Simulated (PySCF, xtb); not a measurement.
## Isomers of C2H5Sn− in order of energy

3 gas-phase structures of C2H5Sn−, found in a search over its isomers (lower ones may exist). Each was relaxed with GFN2-xTB; where two conformers were screened, the lower at r2SCAN-D4/def2-SVPD is listed:

A. `[CH2]1[CH2][SnH-]1`, a singlet
B. `C=[CH][SnH2-]`, a singlet
C. `[H]/[Sn-]=[CH]/C`, a singlet

Question: Estimate their order in r2SCAN-D4/def2-SVPD energy at these geometries, lowest first.

Answer: Calculated order at r2SCAN-D4/def2-SVPD: A (0.0), B (18.7), C (40.0) kJ/mol.

Energies above the lowest of each column, in kJ/mol; the last columns are at PBE0-D3(BJ)/def2-SVPD geometries (a dash: not run or not comparable):

```
structure  GFN2-xTB  HF/STO-3G  r2SCAN-D4/def2-SVPD  PBE0-D3(BJ)/def2-SVPD  CCSD(T)/def2-SVPD + ΔMP2/def2-TZVPPD
        A      14.0        0.0                  0.0                    0.0                                   0.0
        B       0.0       54.9                 18.7                   24.1                                  20.9
        C      75.5      152.5                 40.0                   35.1                                     –
```

CCSD(T)/def2-SVPD + ΔMP2/def2-TZVPPD puts A lowest of those it was run on; GFN2-xTB picks B. Flexible structures stand in one conformer each, not always the lowest. Frequencies (GFN2-xTB) were run for A, B alone. Atoms past krypton carry core potentials in the def2 sets, without spin–orbit terms. ΔMP2 is the change of the MP2 energy from the smaller to the larger basis.

Programs: PySCF 2.14.0, xtb 6.7.1.

The stannirane-type anion A lies below the vinylstannyl anion B by 18.7 to 24.1 kJ/mol with both density functionals and coupled cluster, so that preference looks secure among these structures. C is highest in every column where it appears, but its separation from B narrows markedly from r2SCAN to PBE0 and is less certain.

A and C have the same numbers of C–H, Sn–H and C–C bonds. They differ essentially in whether tin forms a second Sn–C σ bond or a Sn=C π bond. The π bond is weak because the diffuse tin 5p orbital overlaps poorly with carbon 2p, so the ring wins despite its strain. Tin also tolerates the narrow ring angle well, since its lone pair keeps much 5s character and its bonds are largely 5p. Relative to B, A gives up a C=C π bond and a Sn–H bond for a Sn–C and a strong C–H bond, which probably offsets the strain. These are electronic energies, and entropy would probably favour the open-chain B somewhat at higher temperature.
